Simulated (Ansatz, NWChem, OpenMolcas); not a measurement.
# How basis sets differ on CHClF2 (difluorochloromethane)

CHClF2: 5 atoms, total charge 0, spin state singlet. SMILES: `FC(F)Cl`. Geometry: relaxed at PBE0-D4/def2-TZVP.

Each level gives the dipole moment (D). The values are calculated.

```csv
level,kind,program,value (D),CPU time
HF/ANO-S-MB,Hartree–Fock,OpenMolcas,1.56,1.7 s
HF/STO-3G,Hartree–Fock,NWChem,1.77,1.2 s
HF/3-21G,Hartree–Fock,OpenMolcas,1.99,3.7 s
HF/def2-SVP,Hartree–Fock,Ansatz,1.74,3.1 s
HF/6-311+G**,Hartree–Fock,OpenMolcas,1.76,24 s
```

The values span 1.56 to 1.99 D. Sets without polarisation functions give poor dipoles. Times are those of the runs behind each value, whatever else they computed, on shared processors of several kinds: orders of magnitude only.

The dipole does not move steadily with basis size. 3-21G gives the largest value, 1.99 D, while def2-SVP and 6-311+G** nearly agree at 1.74 and 1.76 D. The moment arises from electron density drawn from the CH fragment towards fluorine and chlorine. A split valence shell lets the halogens accumulate charge, but without d functions the density around each atom cannot distort properly to offset that separation, which probably explains the 3-21G overshoot.

STO-3G lands at 1.77 D, beside the largest set, but this is most likely a cancellation of errors: ANO-S-MB, also minimal, gives 1.56 D, so the form of the contracted functions matters as much as their number. The agreement between the two polarised sets does not establish the basis-set limit either, as both have few polarisation functions. Both values also lie above the measured gas-phase dipole, probably because Hartree–Fock, lacking correlation, makes the carbon–halogen bonds too ionic, with the limited polarisation space adding to the excess.
